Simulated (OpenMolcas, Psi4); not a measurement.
# How methods differ on TaF5 (tantalum pentafluoride)

The species is TaF5 (6 atoms), meant as a singlet with charge 0. SMILES: `F[Ta](F)(F)(F)F`. The coordinates come from a PBE0-D4/def2-TZVP relaxation.

Quantity: the HOMO–LUMO gap, in eV. The values are calculated.

```csv
level,kind,program,value (eV),CPU time
HF/def2-SVP (core potential),Hartree–Fock,Psi4,18.91,21 s
BLYP/def2-SVP (core potential),GGA,Psi4,6.80,24 s
PBE/def2-SVP (core potential),GGA,OpenMolcas,6.80,25 s
B3LYP/def2-SVP (core potential),global hybrid,OpenMolcas,9.06,26 s
M06-2X/def2-SVP (core potential),hybrid meta-GGA,OpenMolcas,12.66,27 s
PBE0/def2-SVP (core potential),global hybrid,OpenMolcas,9.63,23 s
"B2PLYP/def2-SVP (core potential, density fitting for correlation)",double hybrid,Psi4,12.97,11 s
"DSD-PBEP86/def2-SVP (core potential, density fitting for correlation)",double hybrid,Psi4,15.32,11 s
```

The values span 6.80 to 18.91 eV. Orbital gaps aren't excitation energies, and those of double hybrids come from the SCF part alone; they tend to grow with the share of exact exchange. CPU times are rough (shared hosts, several kinds of processor): they show what a rung costs within a factor of a few.

The two GGAs give the same gap, 6.80 eV, while Hartree–Fock gives 18.91 eV, so the treatment of exchange matters far more here than the choice between these two semilocal functionals. In TaF5 the metal is formally Ta(V), d0: the highest occupied orbitals are expected to be mainly fluorine 2p lone pairs, and the lowest empty ones Ta 5d with some Ta–F antibonding character. A semilocal potential acts alike on filled and empty orbitals and misses the derivative discontinuity, which keeps the gap small. Nonlocal exchange stabilises the compact F 2p levels but gives the empty 5d levels no matching stabilisation, so the two sets move apart. M06-2X falls slightly below B2PLYP despite its marginally larger share of exact exchange, probably because the semilocal parts differ. The agreement between BLYP and PBE reflects a shared form of approximation and doesn't show that their gap is accurate; without an ionisation energy and electron affinity for comparison, the series can't single out the functional closest to the fundamental gap.
